\section*{Notes: what incompressibility costs in the pull-in of a neo-Hookean film}

The pull-in voltage of a soft dielectric film is usually derived with the volume held exactly fixed. A real elastomer has a finite bulk modulus $K$, and once its density can change, its permittivity changes too. I want the first correction in $\mu/K$, its sign, and its size for a polyurethane film with relative permittivity $k\approx 7$.

\subsection*{Conventions and the incompressible result}

The film has reference thickness $d_0$ and area $A_0$. The electrodes are perfectly compliant, there is no mechanical load, the voltage $V$ is imposed, the temperature is fixed and the deformation is homogeneous. Fringe fields are ignored. The in-plane stretches are both $\lambda$, the thickness stretch is $\lambda_3$, and $J=\lambda^2\lambda_3$ is the volume ratio. The nominal field is $\tilde E=V/d_0$ and the true field is $E=\tilde E/\lambda_3$. The dielectric is linear and isotropic, with $\varepsilon=k\varepsilon_0$ in the undeformed state. Stress is positive in tension, and $\mu$ is the small-strain shear modulus.

At fixed voltage the potential to be minimised is the elastic energy minus $CV^2/2$, with $C$ the capacitance. With $J=1$, $\lambda=L$ and $\lambda_3=L^{-2}$, the capacitance is $C=\varepsilon (A_0/d_0)L^4$. Per reference volume and in units of $\mu$,
\begin{equation}
g_0=\tfrac12\psi(L)-\tfrac12\,uL^4,\qquad \psi=2L^2+L^{-4}-3,\qquad u=\frac{\varepsilon\tilde E^2}{\mu}.
\end{equation}
Setting $\partial g_0/\partial L=0$ gives
\begin{equation}
u=u_0(L)=L^{-2}-L^{-8}.
\label{eq:u0}
\end{equation}
The maximum has $L^6=4$, so $L_c=2^{1/3}=1.26$ and the thickness ratio is $L_c^{-2}=0.630$. There $u_0=3\cdot2^{-8/3}=0.4725$, which means $V/d_0=0.687\sqrt{\mu/\varepsilon}$ and $E=1.091\sqrt{\mu/\varepsilon}$. Two numbers at this point recur below:
\begin{equation}
A\equiv\frac{\varepsilon E^2}{\mu}=u_0L_c^4=3\cdot 2^{-4/3}=1.1906,\qquad B\equiv\psi(L_c)=9\cdot2^{-4/3}-3=0.5717 .
\end{equation}

\subsection*{Where the assumption enters}

I count four places. The first is geometric: $\lambda_3=L^{-2}$ fixes the factor $L^4$ in the capacitance. The second is dielectric: the density never changes, so the dependence of $\varepsilon$ on density never appears. The third is elastic: the neo-Hookean energy is only ever evaluated on $J=1$, so nothing has to be said about how the shear stiffness depends on volume. The fourth is hidden in the stress balance. The constraint $J=1$ comes with a Lagrange multiplier, a pressure that takes whatever value equilibrium demands. Only the difference between the in-plane and normal electrical stresses, $\varepsilon E^2$ in magnitude, drives the shape, and the isotropic part of the electrical stress does no work. With finite $K$ this isotropic part produces a volume strain, and the volume strain feeds back through the first three places.

\subsection*{The film with a volume degree of freedom}

I split the deformation into shape and volume,
\begin{equation}
\lambda=J^{1/3}L,\qquad \lambda_3=J^{1/3}L^{-2},\qquad \theta=\ln J .
\end{equation}
The geometric factor of the capacitance becomes $\lambda^2/\lambda_3=J^{1/3}L^4$. For the permittivity I define $\gamma=\partial\ln\varepsilon/\partial\ln\rho$ at fixed temperature and shape. Since $\rho\propto1/J$, the permittivity of the deformed film is $\varepsilon e^{-\gamma\theta}$ to the order needed. The capacitance then carries $e^{\beta\theta}L^4$ with
\begin{equation}
\beta=\tfrac13-\gamma .
\end{equation}

The compressible extension of the elastic energy is not unique, and the ambiguity matters at first order. I write it as $\tfrac12\mu e^{p\theta}\psi(L)+\tfrac12K\theta^2$, with $K$ the isothermal bulk modulus. The choice $p=0$ is the form split into a pure shape part and a pure volume part. The other common form is $\tfrac12\mu(I_1-3)-\mu\ln J+U(J)$ with $I_1=2\lambda^2+\lambda_3^2=e^{2\theta/3}(\psi+3)$. It equals $\tfrac12\mu e^{2\theta/3}\psi$ plus $\mu[\tfrac32(e^{2\theta/3}-1)-\theta]+U$. The bracket starts as $\theta^2/3$ and is absorbed into $K$, so this form is $p=2/3$. I carry $p$ as a parameter. With $\eta=\mu/K$,
\begin{equation}
g(L,\theta)=\tfrac12e^{p\theta}\psi(L)+\frac{\theta^2}{2\eta}-\tfrac12\,u\,e^{\beta\theta}L^4 .
\label{eq:g}
\end{equation}
Cubic terms in the volume energy and curvature in $\ln\varepsilon(\theta)$ are left out. Because $\theta$ turns out to be of order $\eta$, they enter the voltage at order $\eta^2$.

Since $\psi'/2=2L^3u_0$, the shape equation $\partial g/\partial L=2L^3(e^{p\theta}u_0-e^{\beta\theta}u)=0$ gives
\begin{equation}
u=u_0(L)\,e^{(p-\beta)\theta}.
\label{eq:shape}
\end{equation}
The volume equation $\partial g/\partial\theta=0$ reads $\theta/\eta=\tfrac12\beta ue^{\beta\theta}L^4-\tfrac12pe^{p\theta}\psi$. Inserting \eqref{eq:shape},
\begin{equation}
\theta=\eta\,e^{p\theta}s(L),\qquad s(L)=\tfrac12\left[\beta\,(L^2-L^{-4})-p\,\psi(L)\right].
\label{eq:vol}
\end{equation}
To first order $\theta=\eta s$, which uses only the incompressible solution. The quantity $\mu s$ is the reaction carried by the constraint, and the volume strain is that reaction divided by $K$.

I checked the electrical part against the Helmholtz form of the stress in a dielectric whose permittivity depends on density alone,
\begin{equation}
\sigma^{E}_{ij}=\varepsilon E_iE_j-\tfrac12\varepsilon(1-\gamma)E^2\delta_{ij}.
\end{equation}
Its mean is $\varepsilon E^2(\tfrac13-\tfrac12+\tfrac12\gamma)=-\tfrac12\beta\varepsilon E^2$. The total stress vanishes in an unloaded film, so the elastic mean stress is $+\tfrac12\beta\varepsilon E^2$, which is the first term of \eqref{eq:vol} because $\varepsilon E^2/\mu=L^2-L^{-4}$ on the incompressible path. The sign is worth noting. With a constant permittivity the film that is being squeezed flat \emph{dilates}, under a mean elastic tension $\varepsilon E^2/6$, because the lateral spreading stress acts in two directions and the normal squeeze of the same size in one. The electrical drive turns to compression only when $\gamma>1/3$.

\subsection*{First correction at the limit point}

Combining \eqref{eq:shape} and \eqref{eq:vol}, $u(L)=u_0(L)[1+\eta(p-\beta)s(L)]$. A useful general fact: if a perturbation turns $u_0$ into $u_0(1+\phi)$ with $\phi$ small, the maximum value changes by the factor $1+\phi(L_c)$, since $u_0'(L_c)=0$ makes the shift of position irrelevant at first order. As $V\propto\sqrt u$,
\begin{equation}
\frac{\delta V_c}{V_c}=\tfrac12\phi(L_c).
\label{eq:env}
\end{equation}
For the volume coupling, with $\theta_c=\eta s(L_c)=\tfrac12\eta(\beta A-pB)$,
\begin{equation}
\frac{\delta V_c}{V_c}=\tfrac12(p-\beta)\,\theta_c=-\frac{\eta}{4}\,(\beta-p)(\beta A-pB).
\label{eq:dV}
\end{equation}
For $p=0$ this is $-\tfrac14A\beta^2\eta=-0.2976\,\beta^2\eta$, never positive whatever the sign of $\beta$. The reason shows when $\theta$ is eliminated: the potential becomes $g_0-\tfrac12\eta s^2$ with $s=\tfrac12\beta uL^4$, and this extra term grows more negative as $L$ grows, so it helps the field. For $p>0$ the correction is positive only in the window $0.480\,p<\beta<p$, where $0.480=B/A$. Any $\gamma>1/3$ puts $\beta$ below zero and outside the window, and compressibility then lowers the pull-in voltage.

The position shifts by $\delta L=-\eta(p-\beta)u_0s'/u_0''$. At $L_c$, using $L^{-6}=1/4$, I have $u_0=3L^{-8}$, $u_0''=-48L^{-10}$ and $s'=\tfrac32L(\beta-p)$, so
\begin{equation}
\frac{\delta L_c}{L_c}=-\frac{3}{32}\,2^{2/3}\,\eta\,(p-\beta)^2=-0.1488\,\eta\,(p-\beta)^2 .
\label{eq:dL}
\end{equation}
The observable stretch and the true field $E=\tilde EL^2J^{-1/3}$ follow:
\begin{equation}
\frac{\delta\lambda_c}{\lambda_c}=\frac{\delta L_c}{L_c}+\frac{\theta_c}{3},\qquad
\frac{\delta E_c}{E_c}=\frac{\delta V_c}{V_c}+2\frac{\delta L_c}{L_c}-\frac{\theta_c}{3}.
\label{eq:obs}
\end{equation}

\subsection*{The same point from the Hessian}

Differentiating the two equilibrium equations along the loading path gives $H\,(dL,d\theta)^{T}=-(g_{Lu},g_{\theta u})^{T}du$, with $H$ the Hessian of $g$ in $(L,\theta)$ and subscripts denoting partial derivatives. At the voltage maximum $du=0$ while the state still moves, so $\det H=g_{LL}g_{\theta\theta}-g_{L\theta}^2=0$. On the path,
\begin{equation}
g_{LL}=e^{p\theta}(16L^{-6}-4),\qquad g_{L\theta}=2(p-\beta)e^{p\theta}u_0L^3,\qquad g_{\theta\theta}=\frac1\eta+O(1).
\end{equation}
As $\eta\to0$ the condition collapses to $g_{LL}=0$, which is $L^6=4$. At first order it is $g_{LL}=\eta g_{L\theta}^2$, so stability is lost while the stiffness against pure shape change is still positive. Near $L_c$, $g_{LL}=-24\,\delta L/L_c$ and $g_{L\theta}=\tfrac32L_c(p-\beta)$, which gives $\delta L/L_c=-\tfrac{9}{96}L_c^2\eta(p-\beta)^2$ and reproduces \eqref{eq:dL}. The mode with in-plane stretches $\lambda e^{a}$ and $\lambda e^{-a}$ keeps area and thickness fixed, leaves the capacitance alone, raises the elastic energy as $\cosh 2a$ and by symmetry does not mix with $L$ or $\theta$ in the Hessian. It stays stable.

\subsection*{Range of the first order}

For $p=0$ the model \eqref{eq:g} closes without approximation. Equation \eqref{eq:vol} is explicit, and with $\kappa=\eta\beta^2$,
\begin{equation}
u(L)=(L^{-2}-L^{-8})\exp\!\left[-\tfrac12\kappa\,(L^2-L^{-4})\right].
\label{eq:closed}
\end{equation}
The maximum satisfies, with $x=L^2$,
\begin{equation}
\frac{8-2x^3}{x^3-1}=\kappa\,(x+2x^{-2}).
\label{eq:root}
\end{equation}
On $x>1$ the left side falls from $+\infty$ to zero at $x^3=4$ and is negative beyond, while the right side is positive, so every root lies below the incompressible stretch and at least one exists. In this form compressibility moves pull-in earlier and never removes it. The expansion parameter is $\kappa$, and for a polar material $\beta^2$ can exceed one by a good margin. Expanding the logarithm of the maximum to second order, with $(\ln u_0)''=-16/L_c^2$,
\begin{equation}
\ln\frac{u_c}{u_0(L_c)}=-\tfrac12A\kappa+\tfrac{9}{128}\,2^{4/3}\kappa^2+O(\kappa^3),
\end{equation}
where the second coefficient is $0.177$.

\subsection*{Numbers for polyurethane}

Inputs, all typical or approximate: $k=7$, $\mu=6\ \mathrm{MPa}$ (Young's modulus $9K\mu/(3K+\mu)=18\ \mathrm{MPa}$, an actuator-grade thermoplastic polyurethane) and $K=2.5\ \mathrm{GPa}$. Then $\eta=2.4\times10^{-3}$ and Poisson's ratio is $(3-2\eta)/[2(3+\eta)]=0.4988$. The field scale is $\sqrt{\mu/\varepsilon}=311\ \mathrm{MV/m}$, so the incompressible model pulls in at a nominal $214\ \mathrm{MV/m}$ and a true $339\ \mathrm{MV/m}$, where $\varepsilon E^2=7.1\ \mathrm{MPa}$.

I have no value of $\gamma$ for this polymer, so I take three cases. A constant permittivity has $\gamma=0$. A susceptibility proportional to density, with no local-field feedback, has $\gamma=(k-1)/k=0.857$ and $\beta=-0.524$. The Clausius--Mossotti relation $(k-1)/(k+2)\propto\rho$ gives $dk/d\ln\rho=(k-1)(k+2)/3=18$, so $\gamma=2.57$ and $\beta=-2.238$. Much of $k=7$ comes from orienting polar groups, for which the Clausius--Mossotti local field is typically too strong, so I read the third case as a pessimistic estimate and not as a proven bound. First-order results from \eqref{eq:dV}, \eqref{eq:dL} and \eqref{eq:obs}, all in units of $10^{-3}$:

\begin{center}
\begin{tabular}{cc|cccc}
$p$ & $\gamma$ & $\theta_c$ & $\delta V_c/V_c$ & $\delta\lambda_c/\lambda_c$ & $\delta E_c/E_c$\\ \hline
$0$ & $0$ & $0.48$ & $-0.079$ & $0.12$ & $-0.32$\\
$0$ & $6/7$ & $-0.75$ & $-0.20$ & $-0.35$ & $-0.14$\\
$0$ & $18/7$ & $-3.2$ & $-3.6$ & $-2.9$ & $-6.1$\\
$2/3$ & $0$ & $0.019$ & $0.0031$ & $-0.033$ & $-0.083$\\
$2/3$ & $6/7$ & $-1.2$ & $-0.72$ & $-0.91$ & $-1.3$\\
$2/3$ & $18/7$ & $-3.7$ & $-5.3$ & $-4.2$ & $-10$\\
\end{tabular}
\end{center}

Three things stand out. The purely geometric effect ($\gamma=0$) is below one part in $10^4$ in the voltage, and its sign depends on a modelling choice, $p$, that the incompressible theory never had to make. The density dependence of $\varepsilon$ dominates as soon as it is switched on: at $p=0$ it multiplies the correction by $(3\beta)^2=45$ in the Clausius--Mossotti case. The largest entries are $\delta V_c/V_c=-1.49\,\eta$ for $p=0$ and $-2.21\,\eta$ for $p=2/3$, so the order-one coefficient is modest and the smallness comes entirely from $\mu/K$.

In the third row the elastic mean stress is $K\theta_c=-8.0\ \mathrm{MPa}$, comparable in size with $\varepsilon E^2$ and tiny against $K$. There $\kappa=0.0120$, and solving \eqref{eq:root} and inserting the root in \eqref{eq:closed} gives $\delta V_c/V_c=-3.56\times10^{-3}$ against the first-order $-3.58\times10^{-3}$. Stiffening of the bulk modulus under pressure changes $\theta_c$ by a relative amount $(K'-2)|\theta_c|/2$, where $K'=dK/dP$ and the $-2$ comes from converting pressure to energy per reference volume. With a typical $K'\approx10$ this is $1.3$ per cent of the correction. First order is enough, and the spread of the table comes from $\gamma$ and $p$.

In absolute terms the last row lowers the nominal field by $1.1\ \mathrm{MV/m}$. For a film with $d_0=50\ \mu\mathrm{m}$ that is $57\ \mathrm{V}$ out of $10.7\ \mathrm{kV}$. To reach one per cent in the third row I would need $\eta=6.7\times10^{-3}$, that is $\mu\approx17\ \mathrm{MPa}$ at the same $K$, which a harder grade of polyurethane can have.

\subsection*{Neglected terms of the same size or larger}

A correction of a few parts per thousand means little until it is set beside the other idealisations. Equation \eqref{eq:env} sizes each in one line. The parameter values here are illustrative.

\emph{Finite chain extensibility.} The Gent energy $-\tfrac12\mu J_m\ln(1-\psi/J_m)$ multiplies $u_0$ by $(1-\psi/J_m)^{-1}$, so $\delta V_c/V_c=B/2J_m$. For $J_m=50$, a uniaxial locking stretch of $7.3$, this is $+5.7\times10^{-3}$, as large as the last row of the table and opposite in sign.

\emph{A second-invariant term.} Let a fraction $f$ of $\mu$ come from $I_2=L^4+2L^{-2}$, as in the Mooney--Rivlin energy. Since $dI_2/dL=L^2\,d\psi/dL$, $\phi=f(L^2-1)$. For $f=0.1$, $\delta V_c/V_c=+2.9\times10^{-2}$, which is $5.5$ times the last row.

\emph{Permittivity that depends on shape at constant volume.} If the through-thickness permittivity varies as $L^m$, the electrical term is $-\tfrac12uL^{4+m}$, equilibrium gives $u=u_0L^{-m}/(1+m/4)$, and $\phi=-m(\tfrac14+\ln L)$. Then $\delta V_c/V_c=-0.241\,m$, and $|m|=0.1$ shifts the voltage by $2.4\times10^{-2}$, which is $4.5$ times the last row. I do not know the sign of $m$ for this polymer.

\emph{Temperature and rate.} With a typical volume expansion coefficient of $5\times10^{-4}\ \mathrm{K^{-1}}$, a warming of $6.4\ \mathrm{K}$ produces a volume strain as large as that of the third row, and it changes $\mu$ and $\varepsilon$ directly as well. Since $V_c\propto\sqrt{\mu}$, an uncertainty of one per cent in $\mu$ already matches the largest voltage entry, and the modulus of a segmented polyurethane typically varies with loading rate and history by far more than that.

One limit lies outside this expansion. If the film is bonded to a rigid substrate, $\lambda=1$ and homogeneous thinning is itself a volume change. The incompressible film then cannot thin uniformly at all, and the field scale for uniform thinning is $\sqrt{K/\varepsilon}$, larger by $\eta^{-1/2}=20$. Compressibility is there the leading physics of the uniform mode, and non-uniform surface modes need a separate analysis.

\subsection*{Where this leaves the result}

For the free film, dropping incompressibility changes the pull-in voltage by $-\tfrac14\eta(\beta-p)(\beta A-pB)$. With the inputs above the model gives a lowering of $0.36$ to $0.53$ per cent in the Clausius--Mossotti case, with the true field lowered by $0.6$ to $1.0$ per cent, and less than a tenth of a per cent in the voltage for the weaker density dependences. These are the model's numbers and rest on assumed $K$, $\gamma$ and $p$. The base value needs a larger caution than the correction. As typical knowledge, thin polyurethane films fail at fields of roughly $100$ to $200\ \mathrm{MV/m}$, so the model's true pull-in field of $339\ \mathrm{MV/m}$ lies above that range by a factor of about $1.7$ to $3.4$. A film of this stiffness typically breaks down at defects, or by thermal or electronic routes, before it reaches the homogeneous limit point, and a shift of half a per cent does nothing to close that gap.